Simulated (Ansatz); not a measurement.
## BP: the change of RPA energy and energy of the functional with volume scale

RPA total energy (exact exchange plus RPA correlation) on Kohn-Sham orbitals over scaled volumes of the cell given; energies count from the value at scale 1 or the largest scale. The results are calculated, by Ansatz 0.2.0-dev trial.

The cell before it is scaled or strained (space group F-43m, No. 216):
```
BP
1.0
      0.0000     2.2690     2.2690
      2.2690     0.0000     2.2690
      2.2690     2.2690     0.0000
B P
1 1
Direct
  0.00000 0.00000 0.00000
  0.25000 0.25000 0.25000
```

Settings of every row: orbitals functional PBE; datasets soft_paw first; wave cutoff 420 eV; k mesh 4x4x4; correlated electrons 8; response cutoff 280 eV; long wavelength term neglected.

Limits: coarse mesh, values belong to these settings and can lie far from the converged crystal; soft datasets can hold too little correlation; the count of empty bands follows the volume.

```
row  volume scale  V (Å³/atom)  RPA energy (eV, a cell)  energy of the functional (eV, a cell)  total energy with exact exchange (eV, a cell)
  1          0.92       10.747                   0.1038                                 0.1158                                         0.1518
  2          0.96       11.214                   0.0272                                  0.034                                         0.0488
  3             1       11.682                        0                                      0                                              0
  4          1.04       12.149                        ?                                      ?                                              ?
  5          1.08       12.616                   0.0588                                  0.044                                          0.032
```

Question: what RPA energy and energy of the functional should row 4 give?

Worked fit of RPA energy. Take u = (V_r/V)^(2/3) − 1 with V_r = 11.448 Å³ an atom, which is twice the finite (Eulerian) strain; such expansions in the strain, on which the Birch-Murnaghan equation of state is built, carry the rest volume and the bulk modulus. The shown rows have u = 0.04303, 0.01386, -0.0134, -0.06271. Least squares give RPA energy = 0.00805 + 0.9899 × u + 28.694 × u² eV; a straight line predicts inner rows, each left out in turn, worse (root mean square 0.051 against 0.00016 eV). The rows lie off it by 0.0000, -0.0001, 0.0001, 0.0000. The withheld row has u = -0.03885, so the fit gives 0.00805 + 0.9899 × (-0.03885) + 28.694 × (-0.03885)² = 0.0129 eV.

The calculation gave 0.0123 eV. The fit lies 0.0006 eV (4.9 % of the value, 0.58 % of the column's range) above it; its largest miss of a shown row is 0.0001 eV.

Worked fit of energy of the functional. Take u = (V_r/V)^(2/3) − 1 with V_r = 11.448 Å³ an atom, which is twice the finite (Eulerian) strain; such expansions in the strain, on which the Birch-Murnaghan equation of state is built, carry the rest volume and the bulk modulus. The shown rows have u = 0.04303, 0.01386, -0.0134, -0.06271. Least squares give energy of the functional = 0.01154 + 1.227 × u + 27.817 × u² eV; a straight line predicts inner rows, each left out in turn, worse (root mean square 0.049 against 0.00023 eV). The rows lie off it by 0.0000, 0.0001, -0.0001, 0.0000. The withheld row has u = -0.03885, so the fit gives 0.01154 + 1.227 × (-0.03885) + 27.817 × (-0.03885)² = 0.0059 eV.

The calculation gave 0.0056 eV. The fit lies 0.0003 eV (5.4 % of the value, 0.26 % of the column's range) above it; its largest miss of a shown row is 0.0001 eV.

The other values of row 4: total energy with exact exchange -0.0031 eV.
